The row with a mixing step of 0.02 looks wrong. A loop that corrects only two per cent of its error at a time should crawl, yet this one finishes in 9 iterations. Raising the step thirtyfold, to 0.6, saves a single iteration. All five runs end in the same state, with equal total energies and with pressures that agree within 0.001 GPa, so the small step hasn't stopped the loop early at a poor answer. All other settings are the same in every row, so only the step differs.

Quasi-Newton self-consistency loops for cubic In3Se (Cu3Au type, 4 atoms, a = 4.804 Å), started from superposed atomic densities, in Ansatz 0.2.0 with scalar-relativistic plane-wave PAW and PBE, without spin polarisation. The cutoff is 420 eV, the k mesh 10×10×10 and the Gaussian smearing 0.1 eV. No search for lower self-consistent states was made, so the agreement of the runs doesn't show that their common state is the lowest.

```
mixing step  SCF iterations  first density residual (eV)  fifth density residual (eV)
       0.02               9                          1.3                      0.00232
       0.05               9                          1.3                      0.00103
        0.1               9                          1.3                     0.000667
        0.4               8                          1.3                     0.000282
        0.6               8                          1.3                     0.000220
```

What fails here is a way of thinking about the loop, not the loop itself. A self-consistency loop guesses an electron density, solves for the electrons in the potential that this density creates, and gets a new density back. The mismatch between the two is the density residual. In plain mixing the next guess is the old density plus a fixed fraction of the mismatch, and that fraction is the mixing step.

The plain picture follows in two lines. Close to the solution, an error in the density produces a mismatch proportional to it, and the proportionality constant may be called the response number L. One update therefore multiplies the error by 1 − step × L. With ideal preconditioning, which rescales the mismatch so that all kinds of error respond alike, L is 1 and a step of 0.02 leaves 98 per cent of the error.

Four updates lie between the first and the fifth residual, so 0.98⁴ = 0.92 of the error should survive. The residual is given in eV, which suggests a quantity that goes as the square of the density error; this reading is an assumption, and it favours plain mixing. The surviving share of the residual is then 0.92², or 0.85. Starting from 1.3 eV, plain mixing should still stand at about 1.1 eV, whereas the run has reached 0.00232 eV.

That is a miss by a factor of nearly 500. Put as effort, plain mixing would need about 157 updates to get where this loop is after four. The estimate has no adjusted constant, and it leaves too large a residual in all five rows. The miss is greatest, about 840-fold, at steps of 0.05 and 0.1, and shrinks to about fourfold at 0.6. The better agreement at 0.6 is no support for the picture, because with such a step plain mixing would itself be fast and the two methods are hard to tell apart.

One escape remains. If the material responded strongly, with L far above 1, even a tiny step would remove much of the error. To match the row at 0.02, L would have to be about 27. With that response a step of 0.6 would overshoot and multiply the error by about 15 at each update, and the runs at 0.1 and 0.4 would diverge too. All three converge, so plain mixing with the same responses in every row can't describe this table.

The loop escapes the dilemma because it is a quasi-Newton method: it remembers. It compares earlier densities with the mismatches they gave, and from the differences it works out how the mismatch changes when the density changes. It then jumps to where the mismatch should vanish. In the usual schemes of this kind the typed step sets the length of the first trial move, while the length of the later jumps comes mainly from what has been learned. The program chose its mixer and preconditioner itself, so the table shows the outcome, not how the step enters them.

A heated tank shows the principle. Suppose its steady temperature rises in proportion to the heater power, and a set point has to be reached. Raise the power a little, read the temperature, draw the straight line through the two readings and go directly to the set point. A small trial change gives the same line as a large one, so its size hardly matters. The likeness ends with the number of knobs: the tank has one, while a density can be wrong in many independent ways, and the loop must learn about the important ones in turn.

The step hasn't lost all influence. The fifth residual falls at every increase of the step, and is about ten times smaller at 0.6 than at 0.02. Theory gives one reason: the history holds no information about the newest part of the mismatch, so there the loop falls back on the typed step. With a response number of 1 that isn't the whole story, since going from 0.02 to 0.1 in one such move would lower the residual only to (0.90/0.98)² = 0.84 of its value, and even four such moves only to about half, while the table shows a drop of more than threefold. Perhaps a short first move learns the response too far from the solution, where the straight line is a poorer guide; the table has no test of this.

A tenfold lead sounds large, but it buys little. Over the first four updates the residual falls on average about fivefold per update at the smallest step and ninefold at the largest. At such rates a factor of ten is worth one to one and a half iterations, in line with the single iteration saved in the total count. Whether that iteration appears in the count also depends on where the stopping threshold happens to lie, so the fifth residual is the finer gauge of the step's effect.

For practice, the first lesson is where not to spend effort. In this compact metallic cell, tuning the step between 0.02 and 0.6 changes the cost by one iteration in nine. To see whether a loop is really using its history, compare the fall of its residual with the plain estimate at a small step, where the two can differ by orders of magnitude. Then repeat the run at a step so large that plain mixing, with the response needed to explain the first run, would diverge. If the loop still converges, plain mixing can't explain both runs. The value 0.6 is merely the largest step in the table, and runs that failed are left out of this data, so the table can't show whether it is an optimum or how far the loop stays stable.

The insensitivity shouldn't be carried over to long metallic cells or slabs. There, even a small shift of charge over a long distance changes the potential strongly, and the electrons overreact to it. Such errors have large response numbers, so the response numbers spread widely unless the preconditioner evens them out. This is charge sloshing, and a cell with an edge of 4.8 Å admits only short waves, for which the overreaction is expected to be mild. In a long cell the loop has more to learn before its jumps become reliable, and a careless first step can do more harm.

The printed analysis after this note gives the plain-mixing estimate for each row. The table contains no run with plain mixing, so the comparison is with its theory.

The analysis program printed:

```
Fall of the residual from first to fifth:
   row  computed fall (times)  mean factor per update  plain mixing fall (times)  plain estimate over computed
  0.02                  560.3                  0.2055                      1.175                         476.7
  0.05                   1262                  0.1678                      1.507                         837.3
   0.1                   1949                  0.1505                      2.323                           839
   0.4                   4610                  0.1214                      59.54                         77.43
   0.6                   5909                  0.1141                       1526                         3.873
What plain mixing would need:
   row  updates needed at response 1  response number needed with four updates  error factor per update at the largest needed response
  0.02                         156.6                                     27.33                                                  0.4534
  0.05                         69.61                                     11.81                                                  0.3666
   0.1                         35.95                                     6.121                                                   1.733
   0.4                         8.257                                     1.629                                                   9.933
   0.6                         4.739                                     1.104                                                    15.4
Largest step over smallest step (times): 30
Largest fifth residual over smallest (times): 10.55
Most SCF iterations less fewest: 1
Error removed per update by plain mixing at the smallest step, response 1 (per cent): 2
Largest response number needed, quadratic reading: 27.33
Step above which plain mixing would diverge at that response: 0.07317
Largest response number needed, linear reading: 39.72
Step above which plain mixing would diverge, linear reading: 0.05035
Rows in which plain mixing would diverge at the largest needed response, quadratic reading: 3
```
